## Stretching diamond along two axes

Take a diamond crystal, stretch it equally along two cube axes and keep the third at its old length. The crystal resists, and the resistance changes as the bonds grow longer. The table follows this from strong compression to strong stretching, with the r2SCAN density functional, and leaves the last two points open. How large are the stress, the pressure, the energy and the gap there?

Diamond (cubic a = 3.567 Å, not relaxed at this level), strained equally along x and y with the cell length along z and the fractional coordinates fixed. Ansatz 0.2.0, plane-wave PAW, scalar-relativistic r2SCAN, no spin polarisation, cutoff 500 eV, 12×12×12 k mesh, Gaussian smearing of 0.05 eV. Energies are relative to the unstrained cell; pressure is positive in compression.

| strain | energy change (meV/atom) | tensile stress along pattern (GPa) | pressure (GPa) | gap on mesh (eV) |
| --- | --- | --- | --- | --- |
| -0.1 | 513.2 | -363.20 | 133.65 | 3.314 |
| -0.075 | 270.0 | -243.43 | 88.99 | 3.632 |
| -0.05 | 110.6 | -144.18 | 52.24 | 3.900 |
| -0.025 | 24.0 | -62.29 | 22.12 | 4.147 |
| 0 | 0.0 | 4.89 | -2.44 | 4.372 |
| 0.025 | 29.9 | 59.59 | -22.32 | 3.624 |
| 0.05 | 105.6 | 103.69 | -38.25 | 2.951 |
| 0.075 | 220.3 | 138.75 | -50.83 | 2.347 |
| 0.0875 | ? | ? | ? | ? |
| 0.1 | ? | ? | ? | ? |

The tensile stress along the pattern is the sum of the stresses along the two strained axes, so each axis carries half of it. The cell was not relaxed beforehand, which is why a small stress remains at zero strain. The unstrained cell is cubic; all strained cells are tetragonal.

### Why compression is harder than stretching

Around zero strain the crystal behaves like a spring with a slope of $2\times1219$ GPa per unit strain. If that slope held, the stress at a strain of 0.075 would be $4.89+2\times1219\times0.075\approx188$ GPa. The calculation gives only 139 GPa. In compression the departure goes the other way, and the stress grows faster than the straight line.

The usual explanation lies in the bond. Two atoms pushed together meet a repulsion that climbs steeply, while the attraction that holds them at larger distance fades slowly. The restoring force therefore grows quickly on the short side and ever more slowly on the long side. Part of the departure is plain geometry: stress is force divided by the present area, and the faces that carry the force grow in stretching and shrink in compression.

Length is only part of the matter. Each carbon atom has four equal neighbours at the corners of a tetrahedron, and they stay equally far away under this strain. The tetrahedron, however, is flattened by stretching and drawn out by compression: some bond angles open and others close. Directed bonds resist this too.

### Separating length from angle

The pressure makes it possible to tell the two resistances apart. It measures how the energy responds when the whole crystal is scaled up or down, which changes the bond length $r$ but no angle. Let $q=1+\text{strain}$. The bond length then follows $r^2\propto 2q^2+1$, and the shape of the tetrahedron is described by

$$b=\frac{q^2-1}{2q^2+1},$$

which is zero in the cubic crystal. Scaling gives $r\,\partial E/\partial r=-3PV$, with $E$ the energy, $P$ the pressure and $V$ the volume. A small further stretch $d\varepsilon$ of both axes lengthens the bond by the fraction $2q^2\,d\varepsilon/(2q^2+1)$. Equating the work done with the change in energy yields the in-plane stress

$$S=-\frac{6Pq^2}{2q^2+1}+S_{\text{shape}}.$$

Up to this point there is only geometry and the balance of work and energy. Applied to the known rows, it assigns 32 % of the stress to the change of shape at the strongest compression and 23 % at a strain of 0.075. Bond length accounts for most of the resistance, though it stands here for every distance in the crystal, since all of them scale together. A model with the same pressures but no resistance to a change of shape would miss roughly a quarter to a third of the stress at these two ends.

To go beyond the known rows, the energy needs a form. A simple choice is

$$E=A\,e^{-2a\Delta}-B\,e^{-a\Delta}+K\,e^{-\kappa\Delta}\,b^2,$$

where $\Delta$ is the change in bond length from zero strain. The first two terms are repulsion and attraction, as in a Morse curve. The last is an angle stiffness that weakens as the bonds lengthen, on the assumption that the overlap which gives a bond its direction weakens too. Its two constants were fitted to the shape stress of the eight known rows, and the other three to what was left of their pressures. The constants partly compensate one another, so none should be read as a property of the bond.

### The gap obeys a different rule

The gap is largest at zero strain and falls on both sides, with a kink between. Its size is probably too small throughout, since r2SCAN usually underestimates the gaps of insulators, so the trend deserves more trust than the values. The standard explanation is symmetry. In cubic diamond several states share the top of the valence band, and six equivalent valleys share the bottom of the conduction band. A strain that singles out one axis splits both groups, and whichever sign it has, some states move into the gap.

The two sides are far from equal. Over the first step the gap loses about 0.3 eV per percent of stretching but only 0.09 eV per percent of compression. Part of the reason is probably the volume: diamond's gap is known to widen when the crystal is squeezed, which works against the splitting in compression and with it in tension. The splitting itself is also expected to be uneven. The three valence states part into one and two, the six valleys into two and four, and in each case the smaller group should move further. In stretching, the smaller group is expected to enter the gap at both band edges; in compression, the larger one. That too would make the gap fall faster in stretching.

Since different states form the band edges on the two sides, only the stretched side can guide the forecast. A parabola through its last three known points also comes within 0.01 eV of the gap at zero strain, which it did not use.

### The forecast

The worked case is the stress at a strain of 0.1, a row that no fit has used. The model gives a pressure of −60.64 GPa and a shape stress of 37.36 GPa, so that

$$S=\frac{6\times60.64\times1.1^2}{2\times1.1^2+1}+37.36\approx166.1\ \text{GPa}.$$

The other stresses, pressures and energies follow from the same model, and the gaps from the parabola:

| | strain 0.0875 | strain 0.1 |
|---|---|---|
| stress (GPa) | 153.2 ± 0.5 | 166.1 ± 1 |
| pressure (GPa) | −56.0 ± 0.4 | −60.6 ± 0.8 |
| energy change (meV/atom) | 290.2 ± 1 | 367.5 ± 2 |
| gap on mesh (eV) | 2.07 ± 0.03 | 1.81 ± 0.06 |

In words, the stress still rises at both points, by ever less for equal steps, and reaches no maximum. The pressure becomes more negative and the energy keeps rising. The gap keeps falling but stays open, with a slightly weakening slope. The ranges are judgements, wider for the longer reach. The gap is the least safe of the four, because another state could take over a band edge, or the lowest conduction state could jump to another point of the k mesh. A gap on the mesh can also lie above the true one.

The withheld rows as computed:

| strain | energy change (meV/atom) | tensile stress along pattern (GPa) | pressure (GPa) | gap on mesh (eV) |
| --- | --- | --- | --- | --- |
| 0.0875 | 290.3 | 153.32 | -56.03 | 2.068 |
| 0.1 | 367.7 | 166.12 | -60.58 | 1.803 |

### What the answer teaches

All eight values fall within their ranges, and every statement about direction holds. Taken before rounding, the stress forecasts are too low by 0.09 and 0.03 GPa, in the order of the rows, and the pressures too negative by 0.01 and 0.06 GPa. No miss uses more than a quarter of its range, so the ranges were too cautious for curves as smooth as these.

The very small stress miss at 0.1 flatters the model. The shape stress is too low there by 0.16 GPa, and the part due to bond length is too high by about 0.13 GPa, so the two errors nearly cancel. The angle stiffness may fade a little more slowly than a single exponential, or the energy may need a higher power of $b$; these rows do not decide between the two.

The energies come out too low by 0.15 and 0.18 meV/atom. They were not fitted, but energy is the work done by the stress, so this agreement shows consistency and is no independent success. The gap forecasts are too high by 0.003 and 0.009 eV. There is no sign of a new band-edge state, though the gap alone cannot settle that.

Does the hit prove the bond picture? It does not. A plain cubic curve through the last four known stresses gives 166.3 GPa at a strain of 0.1, only 0.2 GPa too high. What the bond picture adds is a link between columns and a way to reason about another strain. If all three axes were stretched equally, the angles would stay tetrahedral, the shape stress would vanish, and the gap should pass through zero strain without a kink, because nothing would split the shared states.

Nor is the strength of diamond found here. The stress is still rising at the last point, and the calculation holds the third axis fixed and keeps the atoms in their symmetric places. A crystal free to distort might give way earlier. The printed output below lists the fits and the misses row by row.

Output of the analysis:

```
fit of shp on 8 rows: coefficient of 2*exp(-s*dx)*asp*dasp*GPa_per_eVA3/(v0*q) 26.09 +/- 0.013, s 2.075; rms 0.064, worst -0.075 -0.092, leave-one-out rms 0.154
  rows outside the fit (model, value, miss): 0.0875 35.06, 35.18, -0.122; 0.1 37.36, 37.52, -0.16
fit of pstr on 8 rows: coefficient of u*exp(-2*s*dx) 34.46 +/- 0.0078, coefficient of u*exp(-s*dx) -34.63 +/- 0.0084, s 1.725; rms 0.0277, worst -0.025 -0.0408, leave-one-out rms 0.0569
  rows outside the fit (model, value, miss): 0.0875 -57.76, -57.75, -0.0131; 0.1 -62.75, -62.69, -0.0594
Model against calculation (stress and pressure GPa, energy meV/atom, miss is model less computed):
     row  bond_A  shape_stress  zz_stress  model_stress  miss_stress  model_pressure  miss_pressure  model_energy  miss_energy
    -0.1   1.443        -115.3     -37.75        -363.2      0.00166           133.7          0.038         513.4       0.1617
  -0.075   1.468        -74.93     -23.54        -243.5     -0.09138           88.99      -0.000353           270      0.02248
   -0.05   1.494        -43.33     -12.54        -144.2     -0.03075           52.21       -0.03111         110.6        0.017
  -0.025   1.519         -18.8      -4.07        -62.26      0.03092           22.08       -0.04083         23.95     -0.05467
     0.0   1.545          0.01       2.43         4.925      0.03521          -2.463        -0.0226             0            0
   0.025    1.57         14.22       7.37         59.57     -0.01899          -22.31       0.009889         29.87     -0.03491
    0.05   1.596         24.74      11.06         103.6     -0.09796          -38.22        0.03425         105.6      0.01842
   0.075   1.623         32.31      13.74         138.6      -0.1211          -50.81        0.01623         220.2     -0.06164
  0.0875   1.636         35.18      14.77         153.2     -0.09454          -56.04       -0.01311         290.2      -0.1464
     0.1   1.649         37.52      15.62         166.1     -0.03388          -60.64       -0.05943         367.5      -0.1837
Largest stress miss on known rows (GPa): 0.1211
Largest energy miss on known rows (meV/atom): 0.1617
C11+C12 from the rows at -0.025 and 0.025 (GPa): 1219
C12 from the zz stress of the same rows (GPa): 114.4
Shape share of in-plane stress at -0.1 (%): 31.74
Shape share of in-plane stress at 0.075 (%): 23.29
Rival cubic, stress at 0.1 (GPa): 166.3
Rival cubic, miss at 0.1 (GPa): 0.21
Gap parabola, miss at zero strain (eV): -0.006
Gap forecast at 0.0875 and 0.1 (eV): 2.071, 1.812
Gap miss at 0.0875 and 0.1, forecast less computed (eV): 0.002875, 0.009
Gap change per 1 % compression (eV): -0.09
Gap change per 1 % tension (eV): -0.2992
```
